Q: I have measured first ionisation energies for the 4p and 5p elements in front of me, and Hartree-Fock values that miss them by up to 1.43 eV in a zigzag. Can I estimate either set on the back of an envelope?

A: Both can be done, with two rules, because the columns answer different questions. IE is the energy of the ion less that of the atom, each solved self-consistently. Every computed energy is an average over all states of the configuration, with no electron correlation, while NIST runs from the lowest level of the atom to the lowest level of the ion.

First ionisation energies (IE) of the neutral atoms Ga–Kr and In–Xe from B-spline radial code 1 at the basis-set limit, by ΔSCF: non-relativistic Hartree-Fock (configuration average, point nucleus) and Dirac-Coulomb Hartree-Fock (nl average, Fermi nucleus). The two computed IE columns hold no Breit or QED terms; NIST values run between ground levels.

```
species   Z      configuration  ion's configuration  IE, non-rel. (eV)  IE, Dirac (eV)  IE(Dirac) − IE(non-rel.) (eV)  Breit part of IE (eV)  QED part of IE (eV)  NIST table (eV)
     Ga  31  [Ar] 3d10 4s2 4p1        [Ar] 3d10 4s2            5.47730         5.44416                       -0.03314               -0.00209              0.00168         5.999302
     Ge  32  [Ar] 3d10 4s2 4p2    [Ar] 3d10 4s2 4p1            6.90848         6.87545                       -0.03303               -0.00261              0.00181         7.899435
     As  33  [Ar] 3d10 4s2 4p3    [Ar] 3d10 4s2 4p2            8.39079         8.35766                       -0.03312               -0.00322              0.00197          9.78855
     Se  34  [Ar] 3d10 4s2 4p4    [Ar] 3d10 4s2 4p3            9.94050         9.90774                       -0.03276               -0.00394              0.00214         9.752368
     Br  35  [Ar] 3d10 4s2 4p5    [Ar] 3d10 4s2 4p4            11.5649         11.5333                       -0.03162               -0.00477              0.00233         11.81381
     Kr  36  [Ar] 3d10 4s2 4p6    [Ar] 3d10 4s2 4p5            13.2678         13.2383                       -0.02949               -0.00571              0.00253        13.999605
     In  49  [Kr] 4d10 5s2 5p1        [Kr] 4d10 5s2            5.19094         5.13202                       -0.05892               -0.00359              0.00269        5.7863558
     Sn  50  [Kr] 4d10 5s2 5p2    [Kr] 4d10 5s2 5p1            6.41765         6.36724                       -0.05041               -0.00423              0.00274         7.343918
     Sb  51  [Kr] 4d10 5s2 5p3    [Kr] 4d10 5s2 5p2            7.66905         7.62637                       -0.04268               -0.00494              0.00285         8.608389
     Te  52  [Kr] 4d10 5s2 5p4    [Kr] 4d10 5s2 5p3            8.96000         8.92584                       -0.03416               -0.00575              0.00298         9.009808
      I  53  [Kr] 4d10 5s2 5p5    [Kr] 4d10 5s2 5p4            10.2974         10.2732                       -0.02416               -0.00666              0.00313        10.451236
     Xe  54  [Kr] 4d10 5s2 5p6    [Kr] 4d10 5s2 5p5            11.6850         11.6727                       -0.01229               -0.00767              0.00328        12.129844
```

The Dirac column rises at every step in both blocks. The NIST column stalls at the half-filled shell: from As to Se it changes by −0.04 eV where the Dirac value gains 1.55 eV, and from Sb to Te it gains 0.40 eV against 1.30 eV. The first rule gives the smooth average, and the second adds the zigzag.

Q: Start with the smooth part. Why does it rise, and what is the rule?

A: One step along the block adds a proton and a p electron. If the new electron lay wholly inside the one to be removed, it would cancel the proton and IE would stay put. If it lay wholly outside, the full proton would be felt. An electron of the same shell lies inside for part of the time only. In formulas, the proton adds the attraction ⟨1/r⟩ and the electron adds the repulsion F⁰, the average of 1/r taken at the larger of the two radii, which must be the smaller quantity. The run for As⁺ gives ⟨1/r⟩ = 0.546 per bohr for 4p3/2, about 15 eV, and F⁰ = 10.5 eV. The difference, about 4.4 eV, is nearly three times the real step of about 1.5 eV, because the orbitals are held frozen. Those of neutral Te do no better, with about 3.7 eV against a step of about 1.3 eV. Frozen orbitals give the sign but not the size: in the real atom the other electrons also tighten round the new proton and screen part of it.

For the shape there are two simple limits, with N the number of p electrons in the atom. In the first every step is equal:

rule A: IE = a + b(N − 1)

In the second, the screened hydrogenic limit, the effective charge grows evenly and √IE is linear in N with slope β, so each step exceeds the last by 2β². The fitted 4p slope of 0.260 eV^½ makes that 2 × 0.260² = 0.135 eV. The steps in the table run from 1.43 to 1.71 eV over four increments, about 0.07 eV each, halfway between the limits. The two forms accordingly tie in 4p (rms error 0.087 eV for the line, 0.083 eV for the root), and the line does better in 5p (0.053 against 0.080 eV), where the steps grow more slowly. The line is also easier by hand. Fitted to the six Dirac values of each block it has a = 5.33, b = 1.56 eV for 4p and a = 5.07, b = 1.31 eV for 5p.

Q: And the zigzag?

A: That is Hund's first rule, and LS algebra supplies its pattern with no fitting. Two p electrons repel by F⁰ plus a multiple of the Slater integral F² (the superscript is the multipole rank, not a power). The multiples are −5/25 for ³P, +1/25 for ¹D and +10/25 for ¹S. Weighted with 9, 5 and 1 states, they average to

(−45 + 5 + 10)/(15 × 25) = −2/25

so the ground term ³P lies 3/25 F² below the average. In p³ the ⁴S term has three parallel-spin pairs, each 3/25 F² better than an average pair, which gives 9/25. The configuration p⁴ is two holes and repeats p². The configurations p⁰, p¹, p⁵ and p⁶ have one term each and no shift. A stabilised atom is harder to ionise and a stabilised ion is easier to reach, so with one value F for atom and ion the IE moves by kF, where k is the atom's lowering less the ion's:

N = 1, 2, 3, 4, 5, 6
k = 0, +3/25, +6/25, −6/25, −3/25, 0

rule B: IE = a + b(N − 1) + kF

As loses its ⁴S term on ionisation and Se gains one. For F = 0 the line returns. For finite F the step from N = 3 to 4 is b − 12F/25 and the other four are b + 3F/25, so IE falls at the half shell only if F exceeds 25b/12. Fitted to the six NIST values of each block, rule B has a = 5.89, b = 1.60, F = 3.45 eV for 4p and a = 5.76, b = 1.25, F = 1.95 eV for 5p. The half-shell step is then 1.60 − 0.48 × 3.45 = −0.06 eV for 4p and 1.25 − 0.48 × 1.95 = +0.31 eV for 5p, against the measured −0.04 and +0.40 eV.

Q: Work it through for me on real rows.

A: Take As, with N = 3 and k = +0.24.

rule A: 5.33 + 1.56 × 2 = 8.45 eV
rule B: 5.89 + 1.60 × 2 + 0.24 × 3.45 = 5.89 + 3.20 + 0.83 = 9.92 eV

The first is 0.09 eV (1.1 %) above the Dirac value of 8.36 eV, and the second 0.13 eV (1.3 %) above the NIST value of 9.79 eV. For Te, N = 4 and k = −0.24.

rule A: 5.07 + 1.31 × 3 = 9.00 eV
rule B: 5.76 + 1.25 × 3 − 0.24 × 1.95 = 5.76 + 3.75 − 0.47 = 9.04 eV

These lie 0.8 % above the Dirac value of 8.93 eV and 0.4 % above the NIST value of 9.01 eV. Both rows were among those fitted, so these errors flatter the rules, and Te happens to be one of the best rows for rule B.

Q: Three constants for six points. How much of the accuracy is real?

A: Over all twelve rows the mean error is 0.8 % for rule A relative to the Dirac column and 0.9 % for rule B relative to NIST, with Ga the worst row at about −2 % in both. The fairer test of rule B drops a row, refits, and predicts the dropped row. The rms error then goes from 0.096 to 0.23 eV in 4p and from 0.087 to 0.19 eV in 5p, As misses by +0.28 eV, and the largest miss is Kr at −0.32 eV. An error bar of 0.2 to 0.3 eV is the honest one. The k pattern does earn its place, since a bare line through the NIST values leaves 0.50 eV in 4p and 0.29 eV in 5p. The row-by-row residuals are in the output printed below.

The two blocks fail differently. In 4p nearly all the error of rule B is the curvature that the line ignores: fitting the same three-term form to the gap NIST − Dirac, in which the curvature of the average drops out, leaves only 0.015 eV. In 5p that fit leaves 0.062 eV, so there the pattern itself is imperfect.

Q: For Te the Dirac value is within 0.08 eV of experiment. Isn't Hartree-Fock simply good there?

A: No, it is a cancellation, and the ends of the blocks show why. At N = 1 and N = 6 the value of k is zero, yet NIST lies above the Dirac value by 0.56 eV at Ga, 0.76 eV at Kr, 0.65 eV at In and 0.46 eV at Xe. Term structure cannot be the source. The standard explanation is correlation: the atom has more electron pairs than the ion and so more correlation energy, which makes an uncorrelated IE too small. That cause is argued and not displayed, since every computed energy here is uncorrelated.

At As the two omissions have the same sign and the gap is the largest of the table, 1.43 eV. At Se and Te they oppose each other, and at Se the term shift wins, which makes it the one row where the Dirac value exceeds NIST. With F fitted to the gap after the spin-orbit estimate described below, the Te gap of +0.08 eV splits into −0.91 eV from terms, +0.24 eV from spin-orbit coupling and a remainder of +0.75 eV. The remainder is positive in all twelve rows. It grows steadily from 0.49 to 0.98 eV across 4p, and from 0.47 to 0.92 eV across 5p with dips at Sb and I. For the inner rows it depends on the fitted F and also holds whatever else the model omits, such as the difference in F² between atom and ion.

Q: The relativistic column is tiny. Can I forget relativity for these atoms?

A: The column IE(Dirac) − IE(non-rel.) can be ignored at this accuracy. It is negative in every row and at most 0.059 eV in size, and the Breit part (magnetic and retarded electron-electron interaction) and the QED part (self-energy and vacuum polarisation) stay below 0.008 eV. The small net shift is the usual balance for p electrons, between their own contraction and better screening by the contracted s shells, and these numbers do not separate the two.

The column averages over j, however, so first-order spin-orbit coupling cancels out of it while the measured values contain it. With ζ the spin-orbit constant, a single p electron splits by 3ζ/2. To first order the lowest level lies below its term by ζ for p¹ and p², by nothing for p³, and by ζ/2 for p⁴ and p⁵. The p1/2 and p3/2 orbital energies of the same runs give ζ = 0.215 eV for As⁺ and 0.635 eV for Te⁺. Scaling these by the Landé form

ζ ∝ (Z − 4)² IE^(3/2) / (q + 1)

with q the charge and IE that of the species concerned, gives an estimate for every row with nothing fitted. For In the shift is +0.18 eV, three times the −0.059 eV of the column and of opposite sign. For Xe it is −0.46 eV beside −0.012 eV. The orbital energies of the In run itself also give 0.18 eV for In, which supports the scaling.

Q: Then adding these shifts should improve rule B.

A: It doesn't. The rms error changes from 0.096 to 0.104 eV in 4p and from 0.087 to 0.090 eV in 5p, while the constants move: F goes from 3.45 to 4.22 eV and from 1.95 to 3.80 eV. The reason is in the signs. The spin-orbit shift is negative at N = 3 and positive at N = 4, opposite to k, so a smaller F mimics it, and it is positive at N = 1 and negative at N = 6, so a smaller b mimics that. Rule B already carries first-order spin-orbit coupling inside its constants, and its F is a working number that should not be read as a Slater integral.

The exercise still suggests why the 5p break is shallower. Once the spin-orbit estimate is taken out of the gap, the fitted F is 0.76 of the Hartree-Fock F² of As⁺ (5.52 eV) and 0.72 of that of Te⁺ (5.23 eV), so the two blocks look alike. On this reading the weak break at Sb and Te comes from larger ζ more than from weaker exchange, though the quality of the fit cannot confirm it. A ratio below one is plausible, because a neutral atom has more diffuse orbitals than its cation and correlation shrinks term splittings. For Te the first cause is the smaller part: the non-relativistic F² of the neutral atom is still about 4.8 eV, well above the fitted 3.78 eV. The rest is expected to come largely from correlation, though errors of the spin-orbit estimate also enter the fitted F.

Q: Where does the rule stop working?

A: The constants belong to one block. The 4p rule B applied to 5p is only 0.10 eV high at In but 1.73 eV high at Xe, with an rms error of 1.13 eV; the starting points nearly agree and the slopes do not. They also belong to neutral atoms: As⁺ has the p² configuration of Ge, yet its Dirac IE in the same runs is 17.31 eV against 6.88 eV. Outside N = 1 to 6 the electron comes from an s shell and the line has no meaning, and the largest errors of rule A already sit at the ends of each block, where the neglected curvature accumulates.

The deeper limit is the coupling scheme. For ζ much smaller than F the k pattern holds and the break follows N = 3. In the opposite limit the p1/2 subshell fills first with two electrons and the break follows N = 2. The 5p block shows a hint of this: its first two measured steps are 1.56 and 1.26 eV, where rule B makes them equal and 4p has 1.90 and 1.89 eV. The first-order shifts barely distinguish those two steps, so something else does. Second-order mixing of ³P₀ with ¹S₀ lowers both neutral Sn and Sb⁺, which raises the IE of Sn and lowers that of Sb. The lowering is about 2ζ²/(15F/25 + ζ). For Sb⁺, with ζ = 0.52 eV from the scaling above and F = 3.78 eV, it comes to about 0.2 eV, and a smaller mixing of ⁴S with ²P in neutral Sb works against it. That is the right order for the difference of 0.30 eV between the two steps, so the mixing is a likely cause, though this estimate does not prove it. By the same reasoning a lighter p block, with more compact orbitals and smaller ζ, should follow the k pattern more closely, though whether IE falls at the half shell still depends on F against 25b/12, while in a heavier one the break should move towards N = 2 and rule B should not be used.

Numerical output:

```
all energies in eV; residual = model - table; rounding floor of IE columns 5e-5 at most
max |rel| 0.059, |Breit| 0.0077, |QED| 0.0033, |NIST-Dirac| 1.43
k_N, N=1..6: +0.00 +0.12 +0.24 -0.24 -0.12 +0.00
--- 4p: steps Dirac +1.43 +1.48 +1.55 +1.63 +1.71 | NIST +1.90 +1.89 -0.04 +2.06 +2.19
A line: a 5.33 b 1.56 rms 0.087 (non-rel a 5.37 b 1.56); sqrt form slope 0.260 eV^0.5 rms 0.083
B: a 5.89 b 1.60 F 3.45 rms 0.096 leave-one-out rms 0.228; bare line on NIST rms 0.504
C: a 5.81 b 1.65 F 4.22 rms 0.104 leave-one-out rms 0.246; zeta(As+) 0.215
gap fit no SO: c0 0.56 c1 0.038 F 3.42 rms 0.015; with SO: c0 0.48 c1 0.093 F 4.20 rms 0.022
HF F2(As+) 5.52; fitted F(gap, SO)/F2 0.76; 6/25*F2 1.33
atom N  resA resSqrt resB looB resC | NIST-Dirac kF(gap) SO remainder
Ga 1  -0.11 +0.10 -0.11 -0.27 -0.12 | +0.56 +0.00 +0.07 +0.49
Ge 2  +0.02 -0.04 -0.00 -0.01 +0.00 | +1.02 +0.50 -0.06 +0.58
As 3  +0.09 -0.09 +0.12 +0.28 +0.12 | +1.43 +1.01 -0.21 +0.64
Se 4  +0.10 -0.08 +0.09 +0.23 +0.10 | -0.16 -1.01 +0.10 +0.75
Br 5  +0.03 -0.01 +0.04 +0.06 +0.05 | +0.28 -0.50 -0.04 +0.82
Kr 6  -0.12 +0.12 -0.14 -0.32 -0.15 | +0.76 +0.00 -0.22 +0.98
--- 5p: steps Dirac +1.24 +1.26 +1.30 +1.35 +1.40 | NIST +1.56 +1.26 +0.40 +1.44 +1.68
A line: a 5.07 b 1.31 rms 0.053 (non-rel a 5.13 b 1.30); sqrt form slope 0.229 eV^0.5 rms 0.080
B: a 5.76 b 1.25 F 1.95 rms 0.087 leave-one-out rms 0.187; bare line on NIST rms 0.294
C: a 5.57 b 1.38 F 3.80 rms 0.090 leave-one-out rms 0.191; zeta(Te+) 0.635
gap fit no SO: c0 0.70 c1 -0.056 F 1.93 rms 0.062; with SO: c0 0.51 c1 0.071 F 3.78 rms 0.064
HF F2(Te+) 5.23; fitted F(gap, SO)/F2 0.72; 6/25*F2 1.25
atom N  resA resSqrt resB looB resC | NIST-Dirac kF(gap) SO remainder
In 1  -0.06 +0.10 -0.03 -0.06 -0.03 | +0.65 +0.00 +0.18 +0.47
Sn 2  +0.01 -0.04 -0.10 -0.15 -0.09 | +0.98 +0.45 -0.15 +0.67
Sb 3  +0.05 -0.09 +0.12 +0.30 +0.12 | +0.98 +0.91 -0.52 +0.59
Te 4  +0.06 -0.08 +0.03 +0.08 +0.02 | +0.08 -0.91 +0.24 +0.75
I  5  +0.02 -0.01 +0.08 +0.12 +0.10 | +0.18 -0.45 -0.08 +0.71
Xe 6  -0.07 +0.11 -0.11 -0.27 -0.12 | +0.46 +0.00 -0.46 +0.92
rule A, 12 rows: mean |err| 0.8 %, worst Ga -2.0 %
rule B, 12 rows: mean |err| 0.9 %, worst Ga -1.9 %
rule C, 12 rows: mean |err| 0.9 %, worst Ga -2.1 %
4p rule B carried to 5p, residuals: +0.10 +0.55 +1.30 +0.84 +1.40 +1.73 rms 1.13
As A: 5.33+1.56*2=8.45 vs Dirac 8.36 (+0.09, +1.1 %)
As B: 5.89+3.20+0.83=9.92 vs NIST 9.79 (+0.13, +1.3 %)
Te A: 5.07+1.31*3=9.00 vs Dirac 8.93 (+0.07, +0.8 %)
Te B: 5.76+3.75-0.47=9.04 vs NIST 9.01 (+0.03, +0.4 %)
```
